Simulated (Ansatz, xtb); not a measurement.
Ligand exchange: C2H3Br + SiH3F → C2H6Si + BrF

Species: C2H3Br (vinyl bromide) `C=CBr`, singlet; SiH3F `F[SiH3]`, singlet; C2H6Si (vinylsilane) `C=C[SiH3]`, singlet; BrF (bromine fluoride), singlet. The partners trade Br for SiH3: C–Br and F–SiH3 bonds give way to C–SiH3 and F–Br.

Shapes, held fixed at every level: PBE0-D4/def2-TZVP. Programs: Ansatz 0.2.0, xtb 6.7.1. The zero-point and thermal change to 298 K, harmonic and unscaled (PBE0-D4/def2-TZVP), is -1.7 kJ/mol.

```
              level                   kind  ΔH(298 K) (kJ/mol)  less CCSD(T)/def2-TZVPP
           GFN0-xTB         semi-empirical              +185.4                   -136.9
        HF/def2-SVP           Hartree–Fock              +330.8                     +8.5
      HF/def2-TZVPP           Hartree–Fock              +340.8                    +18.5
   SPW92/def2-TZVPP                    LDA              +306.9                    -15.4
BHLYP-D4/def2-TZVPP          global hybrid              +323.8                     +1.5
 PBE0-D4/def2-TZVPP          global hybrid              +309.9                    -12.4
  B2PLYP/def2-TZVPP          double hybrid              +319.7                     -2.6
    CCSD/def2-TZVPP  coupled cluster or CI              +326.0                     +3.7
 CCSD(T)/def2-TZVPP  coupled cluster or CI              +322.3                      0.0
```

The highest level, CCSD(T)/def2-TZVPP, gives ΔH(298 K) = +322.3 kJ/mol; the levels span +185.4 to +340.8. GFN0-xTB strays far from the other rows. The column of differences is taken from that level and isn't an error. No measured value is set beside it here. Relativity is left out for Br unless named. Correlated rows may include outer-core shells of Br, which these sets cover unevenly.

The exchange is strongly endothermic at every level, with CCSD(T) placing it at +322.3 kJ/mol. The cost comes mainly from giving up the Si–F bond, which is exceptionally strong because of the large electronegativity difference and the compact fluorine 2p shell. In return, fluorine gains only a much weaker bond to bromine, with less ionic stabilisation and repulsion between lone pairs on both atoms. Replacing C–Br with C–Si can't repay that loss. The thermal term of -1.7 kJ/mol is minor, so the enthalpy is essentially a balance of electronic bond energies.

Hartree–Fock makes the reaction more endothermic than the coupled-cluster levels do, probably because it misses correlation that particularly stabilises the electron-rich Br–F bond. The modest shift from CCSD to CCSD(T) suggests that connected triples largely cancel between the two sides. BHLYP-D4's close agreement with CCSD(T) in this one reaction doesn't establish its reliability for related exchanges. With coupled-cluster values in only one basis, the remaining basis-set error in the reference enthalpy can't be judged.
